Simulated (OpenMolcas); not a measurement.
## InSiH5 (SMILES [SiH3][InH2]): the electronic atomisation energy, rung by rung

The species is InSiH5 (7 atoms), meant as a singlet with charge 0. As SMILES, `[SiH3][InH2]`. The shape is that of a PBE0-D4/def2-TZVP optimisation.

```xyz
7

Si   -0.6671   -0.6415   -0.6421
In    0.8308    0.8376    0.8405
H    -2.1199   -0.3711   -0.4636
H    -0.4320   -2.0833   -0.3459
H    -0.3380   -0.4255   -2.0800
H     0.1791    2.0621    1.8720
H     2.5471    0.6218    0.8191
```

Each level gives the electronic atomisation energy (eV). The values are calculated. Electronic energies at fixed atoms, without zero-point motion or spin-orbit coupling.

```csv
level,kind,program,value (eV),CPU time (all runs)
SVWN5/def2-TZVP (core potential),LDA,OpenMolcas,18.70,52 s
PBE/def2-TZVP (core potential),GGA,OpenMolcas,16.45,61 s
TPSS/def2-TZVP (core potential),meta-GGA,OpenMolcas,17.44,79 s
r2SCAN/def2-TZVP (core potential),meta-GGA,OpenMolcas,16.93,84 s
B3LYP/def2-TZVP (core potential),global hybrid,OpenMolcas,16.71,65 s
BHLYP/def2-TZVP (core potential),global hybrid,OpenMolcas,16.71,59 s
M06-2X/def2-TZVP (core potential),hybrid meta-GGA,OpenMolcas,16.56,83 s
PBE0/def2-TZVP (core potential),global hybrid,OpenMolcas,16.57,57 s
```

The values span 16.45 to 18.70 eV. CPU times are rough (shared hosts, several kinds of processor): they show what a rung costs within a factor of a few.

The local density approximation stands apart at 18.70 eV, showing its familiar overbinding. Gradient corrections lower the energy of the separated atoms, with their more inhomogeneous densities, more than that of the molecule, and so reduce the atomisation energy. Beyond that step the ladder is not monotonic: PBE gives the lowest value, while both meta-GGAs lie above every hybrid, TPSS most clearly at 17.44 eV. This fits the known tendency of TPSS to overbind silicon hydrides, which PBE tends to underbind.

Exact exchange has little net effect here. PBE0 lies only slightly above PBE, and B3LYP and BHLYP coincide at 16.71 eV despite very different exchange fractions. That is plausible for a molecule held together by localised single bonds, without the multiple bonding that often makes atomisation energies sensitive to exact exchange. The agreement among hybrids suggests modest static correlation but doesn't establish accuracy, since they may share errors. Nor does the total, dominated by Si–H and In–H bonds, give the Si–In bond strength or the stability against elimination of silane.
